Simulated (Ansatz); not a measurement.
# Ligand exchange: Sn(CH3)F + C2H7N → Sn(CH3)(NH2) + C2H5F

Species: Sn(CH3)F, singlet; C2H7N (ethanamine) `CCN`, singlet; Sn(CH3)(NH2), singlet; C2H5F `CCF`, singlet. The partners trade F for NH2: Sn–F and C–NH2 bonds give way to Sn–NH2 and C–F.

Shapes, held fixed at every level: PBE0-D4/def2-TZVP. Flexible molecules stand in one conformer, not always the lowest. Programs: Ansatz 0.2.0. The zero-point and thermal change to 298 K, harmonic and unscaled (PBE0-D4/def2-TZVP), is -2.3 kJ/mol.

| level | kind | ΔH(298 K) (kJ/mol) | less CCSD(T)/def2-TZVPP |
| --- | --- | --- | --- |
| r2SCAN-D4/def2-TZVPP | meta-GGA | +55.5 | +3.8 |
| B3LYP-D4/def2-TZVPP | global hybrid | +56.2 | +4.5 |
| BHLYP-D4/def2-TZVPP | global hybrid | +56.2 | +4.5 |
| wB97X-V/def2-TZVPP | range-separated hybrid | +59.7 | +8.0 |
| B2PLYP/def2-TZVPP | double hybrid | +55.9 | +4.2 |
| CCSD/def2-TZVPP | coupled cluster or CI | +53.3 | +1.6 |
| CCSD(T)/def2-TZVPP | coupled cluster or CI | +51.7 | 0.0 |

The highest level, CCSD(T)/def2-TZVPP, gives ΔH(298 K) = +51.7 kJ/mol; the levels span +51.7 to +59.7. The column of differences is taken from that level and isn't an error. No measured value is set beside it here. For atoms past krypton def2 sets carry core potentials with scalar relativity. Outer-core shells of Sn are correlated in most correlated rows, in sets that cover them unevenly.

The exchange is clearly endothermic at every level, so fluorine favours tin and the amino group favours carbon. Both elements bind fluorine more strongly than nitrogen, but the preference is larger for tin. Tin is much more electropositive than carbon, and its bond to fluorine gains more from charge separation; the new C–F bond recovers only part of that loss. Donation from the amide lone pair into the empty 5p orbital of the stannylene should favour the products, but evidently doesn't outweigh the polar contribution.

The thermal term is too small to affect this preference. B3LYP and BHLYP agree despite their very different shares of exact exchange, which suggests that the balance depends little on that share. Perturbative triples lower the coupled-cluster value by only 1.6 kJ/mol, so the sign doesn't hinge on them. The result applies to isolated monomers: in condensed phases, fluoride or amide bridges between tin(II) centres could shift the balance.
